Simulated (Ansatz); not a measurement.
# LiO3: energy above lowest point and pressure against volume per atom

Equation of state of a cubic crystal from periodic Kohn-Sham density functional theory without spin; pressure corrected for the finite basis. The results are calculated, by Ansatz 0.2.0 development build.

Cell of the first row (space group Pm-3m, No. 221):
```
LiO3
1.0
      3.5116     0.0000     0.0000
      0.0000     3.5116     0.0000
      0.0000     0.0000     3.5116
Li O
1 3
Direct
  0.00000 0.00000 0.00000
  0.50000 0.00000 0.00000
  0.00000 0.50000 0.00000
  0.00000 0.00000 0.50000
```

Settings of every row: formula LiO3; structure type ReO3; functional PBE; spin treatment none; k mesh 15x15x15; occupation method fermi-dirac; occupation width 0.061225619 eV; wave cutoff 420 eV; datasets soft-1 PAW; density cutoff ratio 4.

Limits: a cubic model structure, not a phase known at ambient conditions; modest k-mesh, values are not fully converged in k; no spin polarisation, a magnetic state may lie lower.

| row | volume per atom (Å³) | energy above lowest point (meV/atom) | pressure (GPa) |
| --- | --- | --- | --- |
| 1 | 10.825 | ? | ? |
| 2 | 11.056 | 3.27 | 2.354 |
| 3 | 11.286 | 0.79 | 1.115 |
| 4 | 11.517 | 0 | 0.011 |
| 5 | 11.747 | 0.71 | -0.972 |
| 6 | 11.977 | 2.74 | -1.846 |
| 7 | 12.207 | 5.95 | -2.625 |

Question: what energy above lowest point and pressure should row 1 give?

Worked fit of energy above lowest point. Take u = (V_r/V)^(2/3) − 1 with V_r = 11.632 Å³ an atom, which is twice the finite (Eulerian) strain; such expansions in the strain, on which the Birch-Murnaghan equation of state is built, carry the rest volume and the bulk modulus. The shown rows have u = 0.03444, 0.02034, 0.00665, -0.00654, -0.0193, -0.03165. Least squares give energy above lowest point = 0.178 − 54.31 × u + 4111.6 × u² + 2085 × u³ meV/atom; a parabola predicts inner rows, each left out in turn, worse (root mean square 0.025 against 0.004 meV/atom). All shown rows lie on it to the printed digit. Its lowest point lies at u = 0.0066, or V = 11.52 Å³ an atom, and the curvature there gives the bulk modulus at fixed shape and fractions, B = (4/9)(1 + u)² E″(u)/V = 52 GPa. The withheld row has u = 0.0491, so the fit gives 0.178 − 54.31 × (0.0491) + 4111.6 × (0.0491)² + 2085 × (0.0491)³ = 7.67 meV/atom.

The calculation gave 7.63 meV/atom. The fit lies 0.04 meV/atom (0.52 % of the column's range) above it; its largest miss of a shown row is 0.00 meV/atom. This row lies beyond the range of the fit.

Worked fit of pressure. Take u = (V_r/V)^(2/3) − 1 with V_r = 11.632 Å³ an atom, which is twice the finite (Eulerian) strain; such expansions in the strain, on which the Birch-Murnaghan equation of state is built, carry the rest volume and the bulk modulus. The shown rows have u = 0.03444, 0.02034, 0.00665, -0.00654, -0.0193, -0.03165. Least squares give pressure = −0.4951 + 74.357 × u + 232.47 × u² + 299.9 × u³ GPa; a parabola predicts inner rows, each left out in turn, worse (root mean square 0.0036 against 0.0018 GPa). The rows lie off it by 0.000, -0.001, 0.001, 0.000, 0.000, 0.000. The pressure vanishes at u = 0.0065, or V = 11.52 Å³ an atom, and there the bulk modulus at fixed shape and fractions is B = −V dP/dV = (2/3)(1 + u) dP/du = 52 GPa. The withheld row has u = 0.0491, so the fit gives −0.4951 + 74.357 × (0.0491) + 232.47 × (0.0491)² + 299.9 × (0.0491)³ = 3.752 GPa.

The calculation gave 3.744 GPa. The fit lies 0.008 GPa (0.13 % of the column's range) above it; its largest miss of a shown row is 0.001 GPa. This row lies beyond the range of the fit.
